A molecule absorbs light and one electron moves from an occupied orbital, leaving a hole, to an empty one. If the two unpaired spins end up antiparallel, the state is a singlet; if parallel, a triplet. The singlet-triplet gap is the energy of the lowest singlet, $S_1$, less that of the lowest triplet, $T_1$, both at the geometry of the ground state. The table gives it for ten molecules from time-dependent density functional theory in the Tamm-Dancoff approximation. The problem is to estimate such gaps with pencil and paper.

Vertical excitation energies of ten neutral molecules with singlet ground states, from PySCF 2.14.0 with density-fitted Tamm-Dancoff TDDFT at the PBE0/def2-SVP level, core orbitals frozen in the response. Each molecule is a single conformer in the gas phase at its GFN2-xTB geometry. "Triplets sought" is the number of triplet states requested.

| system | triplets sought | formula | singlet triplet gap (eV) | lowest singlet energy (eV) | lowest triplet energy (eV) | lowest singlet oscillator strength |
| --- | --- | --- | --- | --- | --- | --- |
| O=CC1=CC(=O)C([SiH3])=CC1=O | 4 | C7H6O3Si | 0.380 | 2.020 | 1.640 | 0.000 |
| CB(C)C1=CC(=O)C(F)=CC1=O | 6 | C8H8BFO2 | 0.510 | 2.600 | 2.090 | 0.000 |
| CC[P@H](=O)c1cccnc1 | 4 | C7H10NOP | 0.620 | 4.640 | 4.020 | 0.004 |
| FC(F)(F)c1cccc(-n2cccc2)c1 | 6 | C11H8F3N | 0.780 | 4.510 | 3.730 | 0.002 |
| P[SiH2]CC1CCCC1 | 4 | C6H15PSi | 0.970 | 6.820 | 5.850 | 0.020 |
| FC=C=C(F)[SiH3] | 6 | C3H4F2Si | 1.150 | 5.350 | 4.190 | 0.004 |
| N#CC(F)=C=CF | 6 | C4HF2N | 1.300 | 4.950 | 3.650 | 0.001 |
| [SiH3]/C=C/[SiH2][SiH2]C1CC1 | 5 | C5H14Si3 | 1.770 | 5.790 | 4.030 | 0.102 |
| CC1(F)C=CC=CC=C1 | 4 | C8H9F | 1.960 | 5.000 | 3.040 | 0.128 |
| C[C@@H](Cl)/C(C#N)=C/F | 4 | C5H5ClFN | 2.570 | 6.330 | 3.760 | 0.008 |

**(a) Two quinones and a pyridine, `CC[P@H](=O)c1cccnc1`, carry oxygen or nitrogen lone pairs that lie in the plane of a π system. What gap follows when the electron leaves such a lone pair, and how well does the estimate fit the pyridine?**

*Solution.* Electrons with parallel spins avoid each other, and those with antiparallel spins do so less. With the orbitals held fixed, the triplet therefore saves repulsion, but only where hole and electron occupy the same region of space. The helium atom with one electron in 1s and one in 2s is the simplest case: the same two orbitals give a singlet and a triplet, and the triplet lies lower. (Once the orbitals may adjust, those of the triplet draw closer to the nucleus, and the gain appears as stronger attraction instead.) The comparison holds as long as both states of the molecule come from the same excitation.

Call the two orbitals $\varphi_h$ (hole) and $\varphi_e$ (electron). The singlet has a symmetric spatial function and the triplet an antisymmetric one, so the exchange integral $K$ raises the first and lowers the second:

$$E_S - E_T \approx 2K,\qquad K=\iint \frac{\varphi_h(1)\varphi_e(1)\,\varphi_h(2)\varphi_e(2)}{r_{12}}\,d1\,d2$$

Here $r_{12}$ is the distance between the electrons, and $K$ is the repulsion of the product $\varphi_h\varphi_e$ with itself. The density functional modifies the value but keeps the picture.

A lone pair in the plane and a π* orbital, which has its node there, give a small product. In the pyridine both states are of this kind. In $S_1$, 57 % of the hole sits on nitrogen but only 10 % of the electron. In $T_1$ the electron mixes two π* orbitals and comes closer to the hole, with 31 % on nitrogen, so $2K$ for a single pair of orbitals is a guide and not an exact account.

For the quinones the same assignment is inferred here, not read off the states themselves. General chemistry suggests it, and their vanishing oscillator strengths (a measure of how strongly a state absorbs) agree with it. In the fluoro quinone, 54 % of the highest occupied orbital also sits on the two oxygens.

The first half of the rule is a constant: for an in-plane lone pair on a carbonyl oxygen or a pyridine-type nitrogen, the gap is about 0.5 eV. The pyridine has 0.62 eV, so the estimate is 0.12 eV too low. This row helped to set the constant. The two quinones alone would give $(0.38+0.51)/2\approx0.45$ eV, which is nearly 0.2 eV too low.

**(b) Four molecules contain a single C=C bond or an allene unit, C=C=C, and their gaps run from 1.15 to 2.57 eV. Find a rule for them and apply it to `C[C@@H](Cl)/C(C#N)=C/F`, whose lowest singlet lies at 6.33 eV.**

*Solution.* In a C=C bond the π and π* orbitals cover the same two atoms, so $K$ is large. The ππ* triplet sinks and the ππ* singlet is pushed up. Other excitations can then slip below that singlet, and $S_1$ and $T_1$ need no longer be partners. In the silyl allene, for example, $S_1$ moves an electron from one C=C bond into the perpendicular one, while $T_1$ mixes excitations within each bond. The helium picture ends here, because the gap now compares two different excitations.

The triplet stays at home. In the disilyl alkene, 83 % of the hole and 78 % of the electron of $T_1$ sit on the two alkene carbons, and in the silyl allene the three allene carbons hold similar shares. Substituents outside this small region should shift such a state only moderately. The table bears this out: across the four molecules $T_1$ varies by 0.54 eV, but $S_1$ by 1.38 eV. In the chloro-fluoro nitrile the highest occupied and lowest empty orbitals have 57 % and 60 % of their weight on the two alkene carbons, so a $T_1$ formed between them is centred on the C=C bond as well. In both nitriles these orbitals also reach onto the cyano group, and the $T_1$ energies are the lowest of the four, as a slightly longer π system would suggest.

The mean triplet energy of the four is close to 3.9 eV, which gives the second half of the rule:

$$\text{gap} \approx E(S_1) - 3.9\ \text{eV}$$

For the chloro-fluoro nitrile this means $6.33-3.9=2.43$ eV. The calculation gives 2.57 eV, so the estimate is 0.14 eV too low. This row, too, helped to set its constant. The other three give $(4.19+3.65+4.03)/3\approx3.96$ eV, hence a gap of 2.37 eV, which is 0.20 eV too low.

The rule also says what a substituent does. If it lowers the singlet of an alkene without lengthening the π system, the gap should shrink by about the same amount. All four molecules carry silyl, fluorine or cyano groups on the π unit, so a plain alkene may need a different constant.

**(c) How accurate is the rule, and where does it stop?**

*Solution.* For the seven molecules behind the two constants the typical (root-mean-square) error is 0.18 eV and the largest is 0.30 eV. In the four alkenes and allenes the typical error is 0.22 eV, against 0.55 eV if each is simply given their mean gap. Smaller differences are out of reach: the rule puts the two allenes in the wrong order. The printed output after this text lists every estimate.

For the alkenes and allenes this success has a narrow meaning. The gap is by definition $S_1$ less $T_1$, and $S_1$ was taken from the same calculation, so only the constancy of $T_1$ has been tested. In the laboratory $S_1$ would have to come from an absorption spectrum, where a weak lowest state is easily overlooked. In the chloro-fluoro nitrile the strongest of the computed absorptions lies 0.50 eV above $S_1$, and taking it for $S_1$ would raise the estimated gap by that amount. The calculation has errors of its own: with its modest share of exact exchange, PBE0 can place singlets that move charge over a distance too low. The method also misses states in which two electrons are excited at once. In conjugated chains of C=C bonds, such as the triene below, a state of this kind can lie close to the computed $S_1$ or even under it, and the true gap would then be smaller.

The first limit is conjugation. In the cyclic triene, `CC1(F)C=CC=CC=C1`, three C=C bonds share the excitation and $T_1$ drops to 3.04 eV. The rule still subtracts 3.9 eV and gives a gap 0.86 eV too small.

The second limit is the π bond itself. The silylphosphine `P[SiH2]CC1CCCC1` has none, and so no low ππ* triplet. Its $T_1$ lies at 5.85 eV, and the rule overestimates the gap by 1.95 eV. The basis set has no diffuse functions, so such high states are themselves less certain if their electron spreads far outside the molecule.

The phenylpyrrole took no part in setting the constants, and its estimate is 0.17 eV too low. Its π systems are aromatic rings, so this single agreement does not support the argument about a C=C bond.

Applied blindly to all ten molecules, the rule has a typical error of 0.69 eV, no better than assigning every molecule the mean gap. Its value lies in the sorting that comes first: look for a carbonyl or pyridine-type lone pair in the plane of a π system, then for a single short π unit, and otherwise leave the rule aside. The lone pairs of halogens and nitriles do not count for the first step. That step also assumes that $T_1$, like $S_1$, starts from the lone pair. Where a larger π system brings a ππ* triplet below it, the gap should be wider than the rule says.

Output of the analysis:

```
Mean gap of the three lone-pair rows, eV: 0.5033
Mean lowest triplet energy of the four alkene and allene rows, eV: 3.908
Span of lowest triplet energy in these four rows, eV: 0.54
Span of lowest singlet energy in these four rows, eV: 1.38
Hand rule against the calculation:
                           row  estimated gap (eV)  computed gap (eV)  estimate less computed (eV)
   O=CC1=CC(=O)C([SiH3])=CC1=O                 0.5               0.38                         0.12
      CB(C)C1=CC(=O)C(F)=CC1=O                 0.5               0.51                        -0.01
           CC[P@H](=O)c1cccnc1                 0.5               0.62                        -0.12
    FC(F)(F)c1cccc(-n2cccc2)c1                0.61               0.78                        -0.17
               P[SiH2]CC1CCCC1                2.92               0.97                         1.95
               FC=C=C(F)[SiH3]                1.45               1.15                          0.3
                  N#CC(F)=C=CF                1.05                1.3                        -0.25
  [SiH3]/C=C/[SiH2][SiH2]C1CC1                1.89               1.77                         0.12
              CC1(F)C=CC=CC=C1                 1.1               1.96                        -0.86
        C[C@@H](Cl)/C(C#N)=C/F                2.43               2.57                        -0.14
Rms miss of the rule, seven rows behind the constants, eV: 0.1754
Largest miss in these seven rows, eV: 0.3
Rms miss of the rule, four alkene and allene rows, eV: 0.2159
Rms miss of a constant mean gap, same four rows, eV: 0.5532
Leave-one-out rms of the triplet constant, four rows, eV: 0.2851
Leave-one-out rms of the lone-pair constant, three rows, eV: 0.1471
Rms miss of the rule, all ten rows, eV: 0.6918
Rms miss of the mean gap of all ten rows, eV: 0.6713
Disilyl alkene, share of T1 hole on the two alkene carbons: 0.83
Disilyl alkene, share of T1 electron on the two alkene carbons: 0.78
Silyl allene, share of T1 hole on the three allene carbons: 0.83
Silyl allene, share of T1 electron on the three allene carbons: 0.81
```
